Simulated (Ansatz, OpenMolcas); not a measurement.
# A ladder of methods for AlCl3 (aluminium trichloride (monomer))

AlCl3 has 4 atoms, charge 0, and is taken as a singlet. As SMILES, `Cl[Al](Cl)Cl`. Geometry: relaxed at PBE0-D4/def2-TZVP.

Each level gives the HOMO–LUMO gap (eV). The values are calculated.

| level | kind | program | value (eV) | CPU time |
| --- | --- | --- | --- | --- |
| SVWN5/6-311+G** | LDA | Ansatz | 5.50 | 5.5 s |
| r2SCAN/6-311+G** | meta-GGA | Ansatz | 6.39 | 25 s |
| B3LYP/6-311+G** | global hybrid | Ansatz | 7.27 | 13 s |
| BHLYP/6-311+G** | global hybrid | OpenMolcas | 9.78 | 24 s |
| PBE0/6-311+G** | global hybrid | OpenMolcas | 7.81 | 24 s |
| HSE06/6-311+G** | range-separated hybrid | Ansatz | 7.05 | 13 s |
| wB97X/6-311+G** | range-separated hybrid | Ansatz | 12.09 | 49 s |
| B2PLYP/6-311+G** | double hybrid | OpenMolcas | 9.97 | 18 s |

The values span 5.50 to 12.09 eV. Orbital gaps aren't excitation energies, and those of double hybrids come from the SCF part alone; they tend to grow with the share of exact exchange. CPU times are rough (shared hosts, several kinds of processor and program).

The frontier gap of AlCl3 more than doubles across the ladder, from 5.50 eV with SVWN5 to 12.09 eV with wB97X, so its size is largely a property of the functional, although every level leaves a wide gap. That fits the textbook bonding picture: the highest occupied orbitals are chlorine 3p lone pairs, while the low-lying acceptor level has much aluminium character and underlies the molecule's Lewis acidity.

Exact exchange isn't the whole story, as r2SCAN contains none and still lies above SVWN5. Its range matters as well as its amount: HSE06 falls below PBE0, and wB97X far above it, probably because long-range exchange stabilises the occupied lone pairs relative to the empty acceptor level. In a small isolated molecule there is no surrounding medium to screen that interaction, so the wB97X gap is likely to be the nearest to the difference between ionisation energy and electron affinity. Without reference values for those two quantities, the spread alone can't establish which functional is most accurate.
